# Crossing barrier and the Dexter–Klick–Russell criterion

## Statement

Let a centre have a ground and an excited electronic state whose energies are parabolas of equal curvature in one lattice coordinate, with zero-phonon energy $E_0=E_{\rm ZPL}$, vibrational quantum $\hbar\omega$, Huang–Rhys factor $S$ and relaxation energy $W=S\hbar\omega$. The vertical energies are $E_{\rm abs}=E_0+W$ and $E_{\rm em}=E_0-W$. Define $\Lambda=W/E_{\rm abs}$ for $E_{\rm abs}>0$.

1. The curves cross once, at an energy above the excited minimum
$$E_b=\frac{(E_0-W)^2}{4W}=E_{\rm abs}\frac{(1-2\Lambda)^2}{4\Lambda},$$
which is $E_c=E_{\rm abs}/(4\Lambda)$ above the ground minimum.
2. The crossing lies above the vertically excited point if and only if $\Lambda<1/4$, equivalently $E_0>3W$ or $E_{\rm em}>E_{\rm abs}/2$. The relaxing centre then cannot reach the crossing classically and arrives in the emitting minimum. This is the criterion of Dexter, Klick and Russell (1955); its form in $\Lambda$ is due to Bartram and Stoneham (1975).
3. For $1/4<\Lambda<1/2$ an emitting minimum exists but the crossing is within reach during cooling. The yield may fall by an amount that depends on damping and electronic coupling. Luminescence is not forbidden.
4. For $\Lambda>1/2$, $E_{\rm em}<0$, and no emission band from the relaxed state exists.

Within the model $\Lambda<1/4$ is thus sufficient for luminescence to survive the cooling stage, and $\Lambda<1/2$ is necessary for an emission band.

## Premises and conventions

**P1.** Two diabatic electronic states $g$ and $e$ are kept. Their coupling $V$ is constant and small against $E_{\rm abs}$ and $W$, so it matters only near the crossing.

**P2.** The ground energy is harmonic in a coordinate $Q$ (in m) of effective mass $M$, and the difference of the two energies is kept to first order in $Q$. Both curves then have the force constant $M\omega^2$.

**P3.** The transition dipole does not depend on $Q$ (Condon approximation). Band moments refer to the line-shape function, without the powers of photon energy that multiply it in a spectrum.

**P4.** For $S\gg1$ the motion after absorption is classical and starts at rest from the ground minimum. The rest of the lattice only removes energy from the mode.

**P5.** During cooling the electronic state changes only where the trajectory passes the crossing.

The energy zero is the ground minimum. Energies are in eV, $1\ {\rm eV}=1.602\times10^{-19}$ J.

## Derivation

### Step 1. The curves

By P2, $U_g=\tfrac12M\omega^2Q^2$ and $U_e=U_g+A-BQ$ with constants $A$ and $B>0$. Completing the square with $\Delta Q=B/(M\omega^2)$ gives $U_e=E_0+\tfrac12M\omega^2(Q-\Delta Q)^2$, where $E_0=A-\tfrac12M\omega^2\Delta Q^2$. The zero-point energy $\hbar\omega/2$ is the same in both states, so $E_0$ is the energy of the zero-phonon line. Set
$$W=\tfrac12M\omega^2\Delta Q^2=S\hbar\omega,\qquad S=\frac{M\omega\,\Delta Q^2}{2\hbar},\qquad x=\frac{Q}{\Delta Q}.$$
Then
$$U_g=Wx^2,\qquad U_e=E_0+W(x-1)^2,\qquad \Delta(x)\equiv U_e-U_g=E_0+W-2Wx .$$
The quadratic terms cancel, and the gap $\Delta$ is linear in $x$.

### Step 2. Vertical energies are band centres

Let $H_g$ and $H_e=H_g+\Delta(x)$ be the vibrational Hamiltonians, $|m\rangle$ an eigenstate of $H_g$ with energy $\epsilon_m$, and $|n'\rangle$ the eigenstates of $H_e$ with energies $\epsilon'_n$. By P3 the line $m\to n'$ has weight $|\langle n'|m\rangle|^2$. Closure over $n'$ gives
$$\sum_{n'}|\langle n'|m\rangle|^2(\epsilon'_n-\epsilon_m)^k=\langle m|(H_e-\epsilon_m)^k|m\rangle .$$
Because $(H_e-\epsilon_m)|m\rangle=\Delta|m\rangle$, the right side is $\langle\Delta\rangle$ for $k=1$ and $\langle\Delta^2\rangle$ for $k=2$. Parity gives $\langle x\rangle=0$ in every $|m\rangle$, so the centre of the absorption band is $\Delta(0)=E_0+W=E_{\rm abs}$ at any temperature. The same argument from the levels of $H_e$, where $\langle x\rangle=1$, puts the centre of the emission band at $\Delta(1)=E_0-W=E_{\rm em}$. Hence
$$E_{\rm em}=E_{\rm abs}(1-2\Lambda),\qquad E_0=E_{\rm abs}(1-\Lambda).$$
The variance is $\sigma^2=4W^2\langle x^2\rangle$. With $\langle m|Q^2|m\rangle=(m+\tfrac12)\hbar/(M\omega)$ and the thermal mean $\langle m+\tfrac12\rangle=\tfrac12\coth\theta$, $\theta=\hbar\omega/(2k_BT)$, one has $\langle x^2\rangle=\coth\theta/(4S)$ and
$$\sigma^2=S(\hbar\omega)^2\coth\theta .$$
The relative spread $\sigma/W=\sqrt{\coth\theta/S}$ of the energy deposited in the mode is small for large $S$, which supports P4.

### Step 3. The crossing

$\Delta(x_c)=0$ has the single root
$$x_c=\frac{E_0+W}{2W}=\frac{1}{2\Lambda},\qquad x_c-1=\frac{E_0-W}{2W}=\frac{E_{\rm em}}{2W}.$$
Inserting it into $U_e-E_0$ and into $U_g$,
$$E_b=W(x_c-1)^2=\frac{(E_0-W)^2}{4W},\qquad E_c=Wx_c^2=\frac{E_{\rm abs}^2}{4W}=\frac{E_{\rm abs}}{4\Lambda}.$$
With $E_{\rm em}=E_{\rm abs}(1-2\Lambda)$ and $W=\Lambda E_{\rm abs}$, $E_b=E_{\rm em}^2/(4W)$ takes the second form of statement 1. This step needs only $W>0$, whatever the sign of $E_0$. In classical equilibrium on $U_e$ the density of $x$ is proportional to $\exp[-W(x-1)^2/k_BT]$. Its value at $x_c$ relative to the minimum is $\exp(-E_b/k_BT)$, so $E_b$ sets the activated factor of the classical non-radiative rate.

### Step 4. The criterion

The vertically excited point $x=0$ has energy $U_e(0)=E_{\rm abs}$, which is $W$ above the excited minimum. The height of the crossing over this point is
$$E_c-E_{\rm abs}=E_b-W=\frac{(E_0-W)^2-4W^2}{4W}=\frac{(E_0-3W)(E_0+W)}{4W}=E_{\rm abs}\,\frac{1-4\Lambda}{4\Lambda}.$$
Since $E_{\rm abs}$ and $W$ are positive, this is positive exactly when $E_0>3W$, that is $\Lambda<1/4$. From $E_{\rm em}/E_{\rm abs}=1-2\Lambda$ the same condition reads $E_{\rm em}>E_{\rm abs}/2$.

By P4 the energy of the mode never exceeds its initial value $E_{\rm abs}$. An undamped oscillator released at $x=0$ moves as $x=1-\cos\omega t$ and turns at $x=2$, and $\Lambda<1/4$ is the statement $x_c>2$. The trajectory never meets the crossing, and by P5 the centre cools into the minimum at $x=1$, from which it emits at $E_{\rm em}$. This proves statement 2.

If the excited curve is entered with another vibrational energy $\varepsilon_{\rm in}$ above its minimum, as after carrier capture or excitation in a band wing, the same energy argument gives the condition $\varepsilon_{\rm in}<E_b$, with $x_c>1$ understood.

### Step 5. The window $1/4<\Lambda<1/2$

Here $1<x_c<2$. Two effects keep the yield finite.

*Damping.* With $y=x-1$, let $\ddot y+2\zeta\omega\dot y+\omega^2y=0$, $y(0)=-1$, $\dot y(0)=0$ and $0\le\zeta<1$. With $\omega_d=\omega\sqrt{1-\zeta^2}$ the solution is
$$y=-e^{-\zeta\omega t}\Big[\cos\omega_dt+\frac{\zeta\omega}{\omega_d}\sin\omega_dt\Big],\qquad \dot y=\frac{\omega^2}{\omega_d}e^{-\zeta\omega t}\sin\omega_dt .$$
The first and largest maximum is at $\omega_dt=\pi$, where $y=\eta=\exp(-\pi\zeta/\sqrt{1-\zeta^2})$. The crossing is missed if $x_c>1+\eta$, that is
$$\Lambda<\Lambda^*=\frac{1}{2(1+\eta)} .$$
$\Lambda^*$ rises from $1/4$ at $\zeta=0$ to $1/2$ as $\zeta\to1$. For $\zeta\ge1$ there is no overshoot and the threshold stays at $1/2$. An assumed $\zeta=0.1$ gives $\eta=0.73$ and $\Lambda^*=0.29$.

*Branching.* The probability of staying in the same diabatic state in one passage is given by the formula of Landau and Zener (1932), used here as a known result:
$$P=\exp\!\Big[-\frac{2\pi|V|^2}{\hbar\,|\dot\Delta|}\Big],\qquad |\dot\Delta|=2W|\dot x|_{x_c}.$$
Without damping, energy conservation $W\dot x^2/\omega^2+W(x-1)^2=W$ gives $|\dot x|_{x_c}=\omega\sqrt{1-(x_c-1)^2}$. Both minima lie at $x<x_c$, so each excursion passes the crossing outwards and then inwards. The state has changed afterwards if it changed in exactly one of the two passages. Averaged over the interference phase, this has probability $P(1-P)+(1-P)P=2P(1-P)\le\tfrac12$, which vanishes for weak coupling ($P\to1$) and for adiabatic passage ($P\to0$). After $N$ excursions, with return from $g$ neglected, the fraction $[1-2P(1-P)]^N$ remains excited, and $N$ is finite because cooling brings the energy below $E_c$. This proves statement 3.

### Step 6. The case $\Lambda>1/2$

Now $0<x_c<1$, the crossing lies between the minima, and $E_{\rm em}=\Delta(1)<0$. For $x<x_c$ the upper curve is $U_e$, which falls with $x$ because $x<1$. For $x>x_c$ the upper curve is $U_g$, which rises. The upper branch therefore has its minimum at the crossing, where the adiabatic gap is only $2|V|$. The minimum of $U_e$ belongs to the lower branch, and a vertical transition from it to $g$ absorbs energy. For $1/2<\Lambda<1$, $E_0>0$ and this minimum is metastable. It decays over the barrier $E_b$ of Step 3, lowered by about $|V|$ if the passage is adiabatic. Only hot luminescence and the wing of the line shape at positive photon energy remain. This proves statement 4.

### Step 7. Many modes

For modes $k$ with equal frequency in both states, scale $u_k=\sqrt{M_k/2}\,\omega_kQ_k$. Then $U_g=|\mathbf u|^2$, $U_e=E_0+|\mathbf u-\mathbf d|^2$ and $W=|\mathbf d|^2=\sum_kW_k$ with $W_k=S_k\hbar\omega_k$. The crossing seam is the plane $\mathbf u\cdot\mathbf d=(E_0+W)/2$. Its distance from the excited minimum $\mathbf u=\mathbf d$ is $|(E_0+W)/2-W|/\sqrt W$, and the square of this distance is again $E_b$. With $x=\mathbf u\cdot\mathbf d/W$ the gap keeps the form of Step 1. Released from rest at $\mathbf u=0$, each mode follows $u_k=d_k(1-\cos\omega_kt)$, so
$$x(t)=\sum_k\frac{W_k}{W}\,(1-\cos\omega_kt)\le2 .$$
The condition $\Lambda<1/4$ remains sufficient. A spread of frequencies keeps the first maximum below 2 unless all frequencies are odd multiples of a common one, and acts like the damping of Step 5.

## Range of validity

**Sharpness.** At $\Lambda=1/4$ the slope of $E_c-E_{\rm abs}$ with respect to $\Lambda$ is $-4E_{\rm abs}$ and $W=E_{\rm abs}/4$. A spread $\sigma$ of deposited energy blurs the threshold by $\delta\Lambda=\sigma/(4E_{\rm abs})=\sqrt{\coth\theta/S}/16$, which is $0.014$ for $S=20$ at $T=0$. For $S\lesssim1$ the classical premise fails.

**Unequal curvature.** Let $U_g=W_gx^2$ and $U_e=E_0+W_e(x-1)^2$, with $E_0$ now the difference of the minima. The slope $\Delta'=2(W_e-W_g)x-2W_e$ is linear in $x$, negative at $x=0$, and equal to $2W_e-4W_g$ at $x=2$. For $W_e\le2W_g$ the gap thus falls throughout $[0,2]$ and stays positive if and only if $\Delta(2)=E_{\rm abs}-4W_g>0$. The criterion survives as $W_g/E_{\rm abs}<1/4$, with $E_{\rm abs}=E_0+W_e$ and $W_g=E_0-E_{\rm em}$, but it is no longer equivalent to $E_{\rm em}>E_{\rm abs}/2$. The barrier becomes $W_ey_c^2$, with $y_c$ the smallest positive root of $E_{\rm em}-2W_gy+(W_e-W_g)y^2=0$. No crossing exists for $W_e-W_g>W_g^2/E_{\rm em}$. The criterion needs the curves out to $x=2$, the barrier out to $x_c$, so a high barrier is the less reliable result.

**Tunnelling.** P5 fails in the relaxed state. At $T=0$ the level $0'$ is a ground-state wavefunction displaced by $\Delta Q$, and its weight on level $p=E_0/\hbar\omega$ of $g$ is the Poisson value $F_p=e^{-S}S^p/p!$. The thermal average over initial levels is the result of Huang and Rhys (1950), with $\bar n=1/(e^{2\theta}-1)$ and $I_p$ the modified Bessel function:
$$F_p(T)=e^{-S(2\bar n+1)}\Big(\frac{\bar n+1}{\bar n}\Big)^{p/2}I_p\big(2S\sqrt{\bar n(\bar n+1)}\big).$$
With final levels spaced by $\hbar\omega$, the golden rule gives $k_{\rm nr}=(2\pi/\hbar)|V|^2F_p/(\hbar\omega)$. The factor $\exp(-E_b/k_BT)$ applies only when $k_BT$ is well above $\hbar\omega$.

**Other states.** The criterion concerns one pair of states. Ionisation, migration, energy transfer and intermediate states can quench a centre with small $\Lambda$.

## Illustration: self-trapped hole in β-Ga₂O₃

State $g$ is the crystal without carriers. State $e$ is a hole localised on oxygen by its own lattice distortion, with an electron at the conduction-band edge. The inputs are approximate typical values: gap $E_G=4.8$ eV, self-trapping energy $E_{\rm ST}=0.5$ eV (typical of hybrid-functional calculations), ultraviolet emission maximum $E_{\rm em}=3.3$ eV, and an assumed effective quantum $\hbar\omega=0.050$ eV, or $\omega=7.6\times10^{13}$ s$^{-1}$. The relaxation energy is chosen to reproduce the emission energy, which is therefore no prediction.

**Parameters.** $E_0=E_G-E_{\rm ST}=4.3$ eV, $W=E_0-E_{\rm em}=1.0$ eV, $S=20$, and $E_{\rm abs}=E_0+W=5.3$ eV. This $E_{\rm abs}$ is the energy of the localised state in the undistorted lattice. It lies $W-E_{\rm ST}=0.5$ eV above the gap, inside the band continuum, and is not the absorption edge. Setting $E_{\rm abs}=E_G$ instead would force $W=0.75$ eV and $\Lambda=0.16$, and would require $E_{\rm ST}=W$.

**Criterion.** $\Lambda=1.0/5.3=0.19<1/4$, $E_{\rm em}/E_{\rm abs}=0.62$, and $x_c=2.65$. The model's barrier is $E_b=3.3^2/4.0=2.7$ eV $=4.4\times10^{-19}$ J, and $E_c=7.0$ eV. The margin $E_c-E_{\rm abs}=1.7$ eV is more than six times $\sigma=0.26$ eV, the value at 300 K, where $\coth\theta=1.34$.

**Actual entry.** Light at the gap makes a free hole, which leaves the force constants and equilibrium unchanged: $U_f=E_G+Wx^2$. Step 3 applies to the pair $f,e$ with $E_0\to-E_{\rm ST}$. They cross at $x=(W-E_{\rm ST})/(2W)=0.25$, which is $0.06$ eV above the free minimum and $(W+E_{\rm ST})^2/(4W)=0.56$ eV above the self-trapped minimum. The first figure is comparable with $\hbar\omega$ and shows only that the trapping barrier is small. The hole enters with $\varepsilon_{\rm in}$ between about 0.5 and 0.56 eV, well below $E_b$.

**Neglected terms.**

- *Electron binding.* For an immobile hole the hydrogenic binding is $E_X={\rm Ry}\,(m^*/m_e)/\varepsilon^2$, with Ry the Rydberg energy and $m^*\approx0.28\,m_e$ typical. The compiled static constant 10.2 (along $a^*$, room temperature, Gopalan 2020) gives 0.037 eV, and the compiled isotropic high-frequency constant 3.57 (M. Schubert 2016) gives 0.30 eV. The first is comparable with $\hbar\omega$, so lattice screening is partial and the two values roughly bracket $E_X$. At fixed $E_{\rm em}$, $W$ falls by $E_X$ to 0.96 or 0.70 eV, $\Lambda$ becomes 0.18 or 0.15, and $E_b$ becomes 2.8 or 3.9 eV.
- *Curvature.* With $W_g=1.0$ eV, the choice $W_e=0.8$ eV gives $y_c=1.44$ and $E_b=1.7$ eV, $W_e=1.2$ eV gives $y_c=2.08$ and $E_b=5.2$ eV, and above $W_e=1.30$ eV no crossing exists. $E_{\rm abs}$ is 5.1 and 5.5 eV in the two cases, above $4W_g$ in both.
- *Anharmonicity.* If one oxygen atom ($M=16$ u) carried the whole displacement, $\Delta Q=\sqrt{2W/M}/\omega=46$ pm and the crossing would lie at 0.12 nm, a large part of a Ga–O bond of roughly 0.19 nm. Equal sharing among $N_a$ such atoms reduces each displacement by $\sqrt{N_a}$ only.
- *Tunnelling.* With $p=86$, $\log_{10}F_p=-27.2$ at $T=0$ and $-23.9$ at 300 K, whereas $\log_{10}e^{-E_b/k_BT}=-45.7$ at 300 K. The classical factor is useless here. Even so, an assumed large $|V|=0.1$ eV gives $k_{\rm nr}\approx2\times10^{-9}$ s$^{-1}$ at 300 K, which competes only with radiative lifetimes beyond about $4\times10^{8}$ s.

The model's verdict, $\Lambda$ between 0.15 and 0.19 and survival of the emission, is stable under these changes. Its barrier of 2.7 eV is uncertain by a factor approaching two. It is also not the quenching energy of the material: activation energies for thermal loss of the ultraviolet band and of the self-trapped hole are typically a few tenths of an eV or less, so the crossing barrier overshoots them by about an order of magnitude or more, and the model's detrapping barrier of 0.56 eV, computed without electronic coupling, by a factor of two or more. A loss with so small an activation energy has to run through channels outside the pair $g,e$, such as hopping or release of the hole followed by capture at deeper centres.